**Question: why are the Breit and QED shares in helium-like iron nearly the same for most levels, and what is going on in the odd rows?**

I ran a relativistic CI with the Breit term and model QED for Fe²⁴⁺ and listed how much of each excitation energy comes from these two terms.

Levels of Fe²⁴⁺ from relativistic CI (radial Dirac CI 1) on Dirac orbitals in exchange-only KLI potentials, optimised for each configuration, with the zero-frequency Breit term and QED from a radiative potential. Excitation energies are counted from the 1s² ¹S₀ ground level, and the shares are the first-order contributions of the Breit and QED terms to them.

| level configuration | level term | J | level excitation (cm⁻¹) | level breit share (cm⁻¹) | level qed share (cm⁻¹) | weight of the leading LS term (%) |
| --- | --- | --- | --- | --- | --- | --- |
| 1s 2s | 3S | 1 | 53520000 | -50002.5 | -25771.1 | 100 |
| 1s 2p | 3Po | 0 | 53750000 | -32019.2 | -30035.4 | 100 |
| 1s 2p | 3Po | 1 | 53770000 | -46137.1 | -30001.7 | 92 |
| 1s 2s | 1S | 0 | 53770000 | -40453.8 | -25842.4 | 100 |
| 1s 2p | 3Po | 2 | 53890000 | -48965.4 | -29700.3 | 100 |
| 1s 2p | 1Po | 1 | 54030000 | -49035.4 | -29736.7 | 92 |
| 1s 3s | 3S | 1 | 63410000 | -49999.2 | -28697.9 | 100 |
| 1s 3p | 3Po | 0 | 63470000 | -45083.2 | -29942.1 | 100 |
| 1s 3s | 1S | 0 | 63480000 | -47167.5 | -28663.0 | 100 |
| 1s 3p | 3Po | 1 | 63480000 | -48983.1 | -29933.1 | 91 |
| 1s 3p | 3Po | 2 | 63510000 | -49788.0 | -29843.0 | 100 |
| 1s 3d | 3D | 2 | 63550000 | -50466.9 | -29900.4 | 66 |
| 1s 3d | 3D | 1 | 63550000 | -49033.6 | -29900.5 | 100 |
| 1s 3p | 1Po | 1 | 63560000 | -49541.5 | -29851.2 | 91 |
| 1s 3d | 3D | 3 | 63560000 | -50354.1 | -29866.2 | 100 |
| 1s 3d | 1D | 2 | 63560000 | -49476.1 | -29866.4 | 66 |

All shares are negative and most sit near one value per column, although a 3d electron and a 2s electron have little in common. Then 2p ³P₀ and 2s ¹S are far off in the Breit column, the s levels stand apart in the QED column, and the 3d rows come in pairs. What sets the common value, and what sets the departures?

**Answer**

Each row is a level 1s nl with term ²ˢ⁺¹L (the "o" marks odd parity) and total angular momentum J. A share is a difference: the first-order Breit or QED energy of that level minus the same energy of the 1s² ground level. Both effects are short-ranged and are largest for electrons packed near the nucleus and near each other, so the 1s² pair carries most of them. Both push 1s² up. Moving one electron outward removes most of that push, and the excitation energy drops by nearly the same amount wherever the electron goes. The common value is therefore a property of the ground level, and the departures are what the excited pair keeps. In size, the Breit share is 0.06 to 0.09 % of the excitation energy and the QED share about 0.05 %.

**The Breit plateau**

The Breit term is the magnetic and retarded interaction between two electrons. Once the outer electron is far away it vanishes, so the share must approach minus the Breit energy of 1s². For two s electrons the leading piece is the contact interaction between their spin magnets, which is repulsive when the spins are antiparallel. In atomic units it is −(8π/3)α² s₁·s₂ δ(r₁₂), with α the fine-structure constant and r₁₂ the distance between the electrons. A singlet has s₁·s₂ = −3/4, which gives 2πα²⟨δ(r₁₂)⟩. Two hydrogenic 1s orbitals have ⟨δ(r₁₂)⟩ = Z³/(8π), so the energy is α²Z³/4 hartree.

The ³S rows locate the plateau. Their spatial function is antisymmetric and vanishes at r₁₂ = 0, and s orbitals carry neither an orbital current nor a quadrupole that the other spin could act on, so at leading order they keep nothing. The numbers agree: 2s and 3s ³S differ by 3 cm⁻¹, their mean is −50,001 cm⁻¹, and the (2J+1)-weighted mean of the 4f levels of the same run is −49,997 cm⁻¹. The formula gives 51,354 cm⁻¹ for Z = 26 and 49,525 cm⁻¹ for the screened charge Z − 5/16, which is 2.7 % above and 1.0 % below the size of the plateau. Relativistic corrections are left out of the formula, but their sign is known: the Dirac 1s orbital is more compact, which raises both estimates. That takes the bare charge further from the plateau and the screened one toward it, so the screened charge is the better reading, as expected for two 1s electrons that shield each other. The Z³ law tells what to expect for a neighbouring ion.

**What the excited pair keeps: ¹S**

The singlet 1s ns does not vanish at r₁₂ = 0. Its symmetric function gives ⟨δ(r₁₂)⟩ = 2∫|1s|²|ns|²d³r, and the energy becomes α²Z³I with I = ∫R₁ₛ²Rₙₛ²r²dr over the radial functions of hydrogen. For 2s, I = 4/81, against the 1/4 of 1s², so 2s ¹S should keep about a fifth of the ground-level energy. The table has ¹S above ³S by 9,549 cm⁻¹ for 2s. The formula with one common charge gives 6.2 % more than that for Z = 26 and 5.6 % less for Z = 25, which brackets it. For 3s the difference is 2,832 cm⁻¹, again between the two charges but nearer 26, a drift that screening of the outer electron does not explain. The 2s/3s ratio of 3.372 is very close to the 27/8 of a 1/n³ law, which is the law for the density of an ns electron in the core region. That closeness is partly luck, since the hydrogenic integrals themselves give 0.04938/0.01416 = 3.49. The 4s levels of the same run differ by 1,208 cm⁻¹, and the 3s/4s ratio of 2.343 is below even 64/27 = 2.370. The ¹S series therefore falls more slowly than the formula says, and this may share its origin with the odd QED ¹S − ³S differences discussed below.

**What the excited pair keeps: d and p**

An outer electron with l > 0 hardly touches the 1s electron but feels its spin as a small magnet near the origin. This is the hyperfine problem with the 1s spin in place of the nuclear spin: the outer orbit and the outer spin both couple to it, with strength a = α²⟨r⁻³⟩, and the sign is reversed relative to a positive nuclear moment. For an outer electron of angular momentum j = l ± ½, the usual hyperfine formula then gives −a·l(l+1)/[2(j+1)] when the 1s spin is added parallel (J = j + ½) and +a·l(l+1)/(2j) when it is antiparallel (J = j − ½). Parallel coupling lowers the level and antiparallel coupling raises it.

The estimate for 3d runs as follows. The outer electron sees charge 25, so ⟨r⁻³⟩ = Z³/[n³ l(l+½)(l+1)] = 15625/(27·2·2.5·3) = 38.58 bohr⁻³. Dividing by 137.036² and multiplying by 219,475 cm⁻¹ per hartree gives a = 450.9 cm⁻¹. The level ³D₁ is j = 3/2 with antiparallel spin, so it lies at +450.9·6/3 = +901.8. The level ³D₃ is j = 5/2 with parallel spin and lies at −450.9·6/7 = −386.5. Their difference is 1,288 cm⁻¹, while the table gives −49,033.6 − (−50,354.1) = 1,320.5, so the model is 2.4 % low. Nothing was fitted, and the difference does not depend on the plateau.

The two J = 2 levels obey the same rule once the labels are read correctly. The weight of the leading LS term is only 66 %, and a pure j = 3/2 state would already be 60 % triplet; the run lists these levels as 100 % pure in jj coupling. So "³D₂" is d₃/₂ with parallel spin and lies below the plateau, and "¹D₂" is d₅/₂ with antiparallel spin and lies above it. The model orders all four 3d levels correctly and misses each by at most 66 cm⁻¹, of which 36 is a common offset that it sets to zero. That is far above the rounding of the table, so something small is missing. The 4f levels of the same run repeat the pattern, with ³F₃ and ³F₄ below the plateau and ³F₂ and ¹F₃ above.

For p electrons the picture explains the outlier and little else. In ³P₀ the orbital and the spin-dipole couplings each add +a, so the level should keep 2a, by far the largest amount; the model gives +15,218 cm⁻¹ for 2p against +17,982 in the calculation. The adding of the two couplings explains why this level stands out, but the closeness of the numbers is partly a cancellation, since the model lacks a shift of the whole configuration that is larger than this misfit. The spacing between J = 0 and J = 2 comes out too large by 7.8 % for 2p and 15 % for 3p, relative to the calculated spacing. Beyond that the model fails. It puts ³P₁ and ³P₂ below the plateau, where the calculation has them above for both n, and it reverses the Breit order of ³P₁ and ¹P₁. The weighted mean of the four levels is +3,137 cm⁻¹ for 2p and +868 for 3p instead of zero.

Theory gives a reason to distrust a point magnet here. The integrand of ⟨r⁻³⟩ goes as r·exp(−Zr) for 2p and peaks at 1/25 = 0.04 bohr, inside the 1s cloud, whose mean radius in this run is 0.057 bohr. For 3d it goes as r³·exp(−2Zr/3) and peaks at 4.5/25 = 0.18 bohr, well outside. A p electron therefore overlaps the 1s cloud. It samples the magnet from within, which weakens the direct couplings, but these still average to zero over the four levels. The positive weighted mean must come from exchange between 1s and np, through the orbit–orbit and contact terms, which becomes comparable with a. The shares are not split into these terms, so their separate sizes are not shown. It would also account for the uneven scaling with n: the 2p/3p ratio is 3.66 for ³P₀, near 27/8, but 4.86 for ³P₂ and 2.10 for ¹P₁, as happens when a small number is left over from larger terms of opposite sign.

**The QED column**

The QED shift is mainly a one-electron effect. Self-energy weakens the binding of an electron with density at the nucleus, vacuum polarisation strengthens it by less, and the net shift is upward. The ground level has two such electrons and a 1s 3d level has one, so the plateau is about one 1s shift. Taken as the j-weighted mean of 3d it is −29,880 cm⁻¹ (−3.70 eV), and 4f gives the same within about 2 cm⁻¹. Its size, 2.41 in units of (α/π)(Zα)⁴mc², is no prediction, because the 1s self-energy of the model is scaled to tabulated hydrogen-like energies.

An outer s electron still reaches the nucleus, with density falling as 1/n³, and gives part of the shift back. The ³S rows lie 4,109 cm⁻¹ (2s) and 1,182 cm⁻¹ (3s) above the plateau. The exponent taken from the two n is 3.07 for ³S and 2.96 for ¹S. Multiplied by n³, the four s departures are 7 to 10 % larger than the plateau. In hydrogenic theory the scaled self-energy of 2s and 3s does exceed that of 1s, because the Bethe logarithm is smaller; how much of the excess here is that and how much is screening or the model potential cannot be separated.

For p and d electrons the visible effect is the anomalous magnetic moment, which enlarges the spin–orbit splitting by the fraction α/π. The Dirac splitting is (Zα)⁴mc²/[2n³l(l+1)], so QED should raise j = l + ½ over j = l − ½ by α/π times that. For 2p the table gives 335.1 cm⁻¹ between ³P₂ and ³P₀, and the formula gives 331.4 with charge 25 and 387.7 with charge 26. Charge 25 is also the better choice for 3p (0.9 % low) and 3d (4.6 % low). Radiative potentials of this kind contain a magnetic term made to reproduce the anomalous moment, so the agreement is no test of QED. Screening by about one charge fits all three splittings, but the close match for p is partly accidental. The run's own ³P₂ − ³P₀ interval for 2p, with both shares removed, is 151,751 cm⁻¹, and α/π times that lies about 5 % above the 335.1 of the table. The rule holds to a few per cent and does not fix the charge.

This makes the QED share a label for the outer j, which explains the 3d pairs: ³D₁ and ³D₂ share −29,900 and ³D₃ and ¹D₂ share −29,866. The J = 1 levels of 1s np are mixtures and fall in between. Write the lower one as cos θ (triplet) + sin θ (singlet), with cos²θ the LS weight. Pure p₁/₂ has cos²θ₀ = 2/3, so the p₃/₂ part is sin²(θ₀ − θ). For 2p ³P₁ with weight 92 % this is (√(0.92/3) − √(0.16/3))² = 0.104, and the QED share sits (30,035.4 − 30,001.7)/335.1 = 0.101 of the way from p₁/₂ to p₃/₂. The two agree within the rounding of the weight, as they should, since both come from one eigenvector.

**Rows without a settled cause**

Three features of the QED column do not follow from this picture. The ¹S − ³S difference is −71 cm⁻¹ for 2s but +35 for 3s, and +28 for 4s in the same run. Both terms of a configuration use the same orbitals in this run, and a one-electron operator then gives them equal shares, so this difference can only come from mixing between configurations. The j-weighted means of the p shares lie 68 cm⁻¹ (2p) and 4 cm⁻¹ (3p) above the plateau, a much steeper fall than 1/n³. And the p₁/₂ part of ¹P₁ read from the QED share should equal the p₃/₂ part of ³P₁, yet it is 10.9 against 10.1 % for 2p and 8.3 against 9.1 % for 3p; the like mismatch for 3d is at the rounding of the table and means nothing. The mismatch for 2p and 3p must come from mixing between configurations too, for the same reason as the ¹S − ³S difference. For the p means my guess is such mixing together with the change in 1s density caused by the outer electron and the small radiative shift of the p electron itself. Since orbitals are optimised per configuration and the overlaps between the sets are neglected, all three features may be artefacts, and I would not carry them over to the real ion.

**Why departures of a few thousand matter**

The excitation column is rounded to 10,000 cm⁻¹ and hides the order of several close levels. In two pairs the Breit share decides that order. The run places 2s ¹S 3,793 cm⁻¹ above 2p ³P₁. Breit contributes 5,683 to this gap, because ¹S keeps more through its contact term than ³P₁ keeps, and QED contributes 4,159 through the 2s density. Together they exceed the gap, and removing either one reverses the order to first order, though without QED only by 367 cm⁻¹. Likewise ³D₂ lies about 590 cm⁻¹ below ³D₁, and without the Breit part of 1,433 the order would be the normal one.

These orders are those of this calculation. The configuration list has only single excitations 1s nl, so most of the electron correlation is absent, and the ionisation energy is 1.557 eV (about 12,560 cm⁻¹) below the tabulated value that the run quotes. Missing 1s² correlation is a known cause of such an error and moves all excitations together, but the part that differs between 2s ¹S and 2p ³P₁ is missing as well, as is the frequency dependence of the Breit term. Correlation would also lower ⟨δ(r₁₂)⟩ in 1s² and with it the size of the Breit plateau. The level-by-level residuals of the dipole model and the misfits of the other formulas are in the output printed below; the models take from the table the two plateaus, from the ³S and the 3d rows, and the LS weights of the mixed levels.

Numerical output:

```
rounding floor: shares 0.05 cm-1, excitations 5000 cm-1, LS weight 0.5 %; energies below in cm-1
Breit share / excitation: 0.0596 to 0.0934 %
QED share / excitation: 0.0452 to 0.0559 %
Breit plateau (mean 3S) -50000.8 = -6.199 eV; 3S rows differ by 3.3; 4f centroid -49996.7
1s2 contact a^2Z^3/4: Z=26.0000: 51354 (+2.7 %); Z=25.6875: 49525 (-1.0 %)
2s Breit 1S-3S 9548.7; I=0.04938; Z=26 10144 (+6.2 %), Z=25 9018 (-5.6 %)
3s Breit 1S-3S 2831.7; I=0.01416; Z=26 2909 (+2.7 %), Z=25 2586 (-8.7 %)
ratio 2s/3s of Breit 1S-3S 3.372; 27/8 = 3.375
level: Breit - plateau | point-dipole model (Z-1) | residual | residual after removing centroid
  2p3P0: +17981.6 | +15217.9 |  +2763.8 |   -373.4
  2p3P1:  +3863.8 |  -2919.3 |  +6783.0 |  +3645.8
  2p3P2:  +1035.4 |  -3043.6 |  +4079.0 |   +941.8
  2p1P1:   +965.4 |  +2919.3 |  -1953.8 |  -5091.1
  2p: a=7608.9, centroid +3137.2 (model 0); J=0 minus J=2: 16946.2 vs 18261.4 (+7.8 %)
  3p3P0:  +4917.7 |  +4509.0 |   +408.7 |   -459.1
  3p3P1:  +1017.8 |   -912.4 |  +1930.2 |  +1062.4
  3p3P2:   +212.8 |   -901.8 |  +1114.6 |   +246.9
  3p1P1:   +459.3 |   +912.4 |   -453.1 |  -1320.9
  3p: a=2254.5, centroid +867.8 (model 0); J=0 minus J=2: 4704.8 vs 5410.8 (+15.0 %)
  3d3D1:   +967.2 |   +901.8 |    +65.5 |    +29.3
  3d3D2:   -466.1 |   -523.2 |    +57.1 |    +21.0
  3d3D3:   -353.2 |   -386.5 |    +33.2 |     -2.9
  3d1D2:   +524.8 |   +523.2 |     +1.6 |    -34.6
  3d: a=450.9, centroid +36.1 (model 0); J=1 minus J=3: 1320.5 vs 1288.3 (-2.4 %)
Breit departure ratio 2p/3p: 3P0 3.66, 3P1 3.80, 3P2 4.86, 1P1 2.10
QED plateau (3d j-centroid) -29879.9 = -3.705 eV; 4f centroid -29882.1; |plateau|/[(a/pi)(Za)^4mc^2, Z=26: 12406] = 2.409
3S1 QED - plateau: 2s 4108.8, 3s 1182.0; n^3 x: 32871, 31915; over |plateau| 1.100, 1.068; exponent 3.073
1S0 QED - plateau: 2s 4037.5, 3s 1216.9; n^3 x: 32300, 32857; over |plateau| 1.081, 1.100; exponent 2.958
QED 1S-3S: 2s -71.3, 3s +34.9, 4s (further output) +28.4
2p QED j split 335.1; Z=25 331.4 (-1.1 %), Z=26 387.7 (+15.7 %); j-centroid - plateau +67.9
  upper-j part of 3P1: from QED 10.1 % (floor 0.03), from LS weight 10.4 % (9.9-11.0); lower-j part of 1P1 from QED 10.9 %
3p QED j split 99.1; Z=25 98.2 (-0.9 %), Z=26 114.9 (+15.9 %); j-centroid - plateau +3.9
  upper-j part of 3P1: from QED 9.1 % (floor 0.10), from LS weight 9.4 % (8.9-9.9); lower-j part of 1P1 from QED 8.3 %
3d QED j split 34.3; Z=25 32.7 (-4.6 %), Z=26 38.3 (+11.6 %); j-centroid - plateau +0.0
  upper-j part of 3D2: from QED 0.3 % (floor 0.29), from LS weight 0.4 % (0.3-0.5); lower-j part of 1D2 from QED 0.6 %
QED j split ratio 2p/3p 3.381
gap 2s1S0-2p3P1 3793; Breit part +5683.3, QED part +4159.3; without Breit -1891, without QED -367, without both -6050
gap 3d3D1-3d3D2 590; Breit part +1433.3, QED part -0.1; without Breit -843, without QED +590, without both -843
ionisation energy - tabulated -1.557 eV = -12558 cm-1
```
